## How a stiff bond answers pressure: seven volumes of AlN

In a stiff ceramic, a pressure of 10 GPa, about a hundred thousand atmospheres, takes roughly 5% off the volume and less than 2% off each bond. The energy stored is of the order of 10 meV per atom, tiny beside the several electronvolts that hold the atoms together. The table follows such a compression for aluminium nitride in its zincblende form, a metastable relative of the usual wurtzite, with four N atoms around each Al.

Zincblende AlN at seven volumes, computed with ABINIT 10.8.3 using BLYP without dispersion correction, PseudoDojo NC SR PBE v0.4.1 standard pseudopotentials, a plane-wave cutoff of 1142.88 eV, a 10×10×10 k mesh and Fermi-Dirac smearing of 0.05 eV. Cell shape and fractional positions are fixed; energies are counted from the minimum of the fitted equation of state.

```tsv
volume (Å³/atom)	energy (meV/atom)	pressure (GPa)
9.79	79.41	24.550
10.00	51.12	19.030
10.21	29.67	14.020
10.42	14.44	9.460
10.63	4.87	5.310
10.83	0.44	1.540
11.04	0.69	-1.890
```

Energy is counted from the minimum of an equation-of-state curve fitted to all seven energies. Positive pressure means that the crystal pushes outwards. The printed analysis after this text contains the differences and ratios used below.

### 1. At which volume is the crystal at rest?

It rests between the last two rows, where the pressure changes sign. The fitted minimum lies there too, at 10.926 Å³ per atom. The cell from which the series was built, 10.42 Å³, is therefore a compressed crystal for this functional, under 9.46 GPa. Its bonds measure 1.891 Å, against 1.922 Å at rest. BLYP is known for making solids too large, which probably explains much of the difference if the given cell is close to the measured one.

### 2. Why does each further step of compression cost more energy?

The volumes are almost evenly spaced, yet the steps are not equally dear. Going from 10.83 to 10.63 costs 4.43 meV per atom, and going from 10.00 to 9.79 costs 28.29 meV. Work is pressure times change of volume, and the pressure to be overcome has grown in the meantime. At the minimum the first small squeeze is almost free, because there is no pressure yet to work against.

### 3. How far does the picture of a simple spring carry?

For a spring the pressure grows in proportion to the compression, so the energy grows with its square:

E = B₀ (V − V₀)² / (2V₀)

Here V is the volume, V₀ the volume at rest and B₀ the bulk modulus there, 181 GPa. For the smallest volume, V₀ − V = 10.926 − 9.79 = 1.136 Å³. This gives 181 × 1.136² / (2 × 10.926) ≈ 10.7 GPa Å³. Since 1 eV/Å³ is 160.2 GPa, the energy is about 67 meV per atom, or 66.4 meV with unrounded volumes.

The calculation gives 79.41 meV, so the spring falls short by 16% of the computed energy. Both constants come from the fit to all seven energies, this row included; the shortfall therefore shows what a parabola lacks and is no forecast of an unseen point. Close to the minimum the parabola is excellent. Further in, the computed crystal resists more than a spring would.

### 4. What makes the crystal stiffer as it shrinks?

The bulk modulus is the volume times the rise of pressure per unit of volume lost. Taken between neighbouring rows, it climbs at every step of compression, from 180 GPa around the minimum to 262 GPa at the compressed end. Stiffness thus grows by almost half while the bond shortens by little more than 3%.

The table shows the stiffening but does not separate the forces behind it. In the usual picture, a bond length is a balance between an attraction that changes gently with distance and a repulsion that changes steeply. The repulsion arises because two electrons of the same spin cannot occupy the same orbital. Where the electron clouds of neighbouring atoms overlap, this forces their kinetic energy up, almost exponentially as the distance shrinks. Pushing the atoms together moves them up this steepening wall, so each further push meets more resistance.

The cell keeps its shape and its atoms keep their fractional positions, so the curve stays with zincblende throughout. A real sample could escape the squeeze by changing to the denser rocksalt structure.

### 5. What would change if the modulus were taken in the given cell?

It would come out at about 218 GPa instead of 181 GPa, a fifth higher, with the same functional and the same atoms. Only the volume differs. A modulus is therefore meaningful only together with the volume at which it was evaluated. The same reasoning helps to explain why a functional that makes bonds too long tends to make solids too soft. For one and the same crystal, two functionals often give much the same curve of pressure against volume, shifted by a nearly constant pressure. The one with the longer bond then rests lower on almost the same repulsive wall.

### 6. If nitrogen were replaced by phosphorus, would the longer bond soften the crystal just as steeply?

No, although the direction is the same. Within this table the modulus varies roughly as the bond length to the power −11, so a bond 1% shorter makes the crystal about 12% stiffer. The Al–P bond is about a quarter longer than Al–N. Carried that far, the rule would leave AlP with less than a tenth of the stiffness of AlN, whereas its modulus is known to be roughly half.

The two changes of bond length differ in kind. Compression drives one pair of atoms away from its own resting distance. Phosphorus has a larger core, so AlP finds its balance at a longer distance and sits at the bottom of its own energy curve. The usual explanation for its softness is that the same number of bonding electrons is spread through a larger volume; no run for AlP is included here to test it. The steepness of a pressure curve should therefore not be used to estimate how much stiffness changes from one material to another.

### 7. Which digits can be trusted?

Within the series, energies and pressures agree closely. That is a partial test of the cutoff, because too small a set of plane waves would drive the two apart, but it says nothing about the k mesh. The area under the pressures between the end rows is 78.65 meV per atom, and the energies differ by 78.72 meV. The pressures, taken at a fixed basis, thus lie under the slope of the energies by about 0.01 GPa on average, so the second decimal of a pressure is the last one worth reading.

Slopes need more care. Computed from the printed volumes, the modulus between 10.63 and 10.83 is 202 GPa, which looks like a kink in an otherwise smooth series. With unrounded volumes it is 194 GPa and the kink is gone. Rounding a volume in the second decimal is harmless for the volume itself, but it is a 4% error in a step of only 0.2 Å³.

As a property of real AlN, 181 GPa deserves fewer digits. The lattice is static, and thermal motion would expand and soften it. BLYP is also combined here with potentials made for another functional, PBE, and the effect of that mixture on volume and modulus is untested. The tendency of BLYP towards large and therefore soft solids probably works against the error of the static lattice, but the table cannot show which is greater. "About 180 GPa for this model of zincblende AlN" is as much as the number says.

Output of the analysis:

```
Al-N bond at the fitted minimum (angstrom): 1.922
Al-N bond in the given cell (angstrom): 1.891
bond at the minimum longer than in the given cell by (%): 1.601
volume where the pressure crosses zero by straight line (angstrom^3/atom): 10.93
parabola against computed energy:
    row  bond_A  energy_meV  parabola_meV   miss_meV
   9.79   1.853       79.41          66.4     -13.01
   10.0   1.866       51.12         44.24     -6.885
  10.21   1.879       29.67         26.55     -3.116
  10.42   1.891       14.44         13.36     -1.079
  10.63   1.904        4.87         4.654     -0.216
  10.83   1.916        0.44        0.4349  -0.005087
  11.04   1.928        0.69         0.703    0.01295
parabola too low at the smallest volume by (% of computed energy): 16.38
steps from the row above to this row:
    row  energy_step_meV  mid_volume  modulus_GPa  modulus_printed_volumes_GPa
   10.0           -28.29       9.896        262.2                        260.1
  10.21           -21.45        10.1          243                        241.1
  10.42           -15.23       10.31        225.7                          224
  10.63            -9.57       10.52        209.6                          208
  10.83            -4.43       10.73        194.2                        202.3
  11.04             0.25       10.94        180.1                        178.6
modulus of the most compressed step over that of the last step (ratio): 1.456
modulus at the given cell from its two neighbouring steps (GPa): 217.6
exponent of the modulus against bond length within this table: -11.26
largest error of a step modulus from rounded volumes (%): 4.172
energy difference between the end rows (meV/atom): 78.72
area under the pressures between the end rows (meV/atom): 78.65
mean pressure offset that this difference means (GPa): 0.009278
smallest gap on the mesh over the smearing width (ratio): 73.17
```
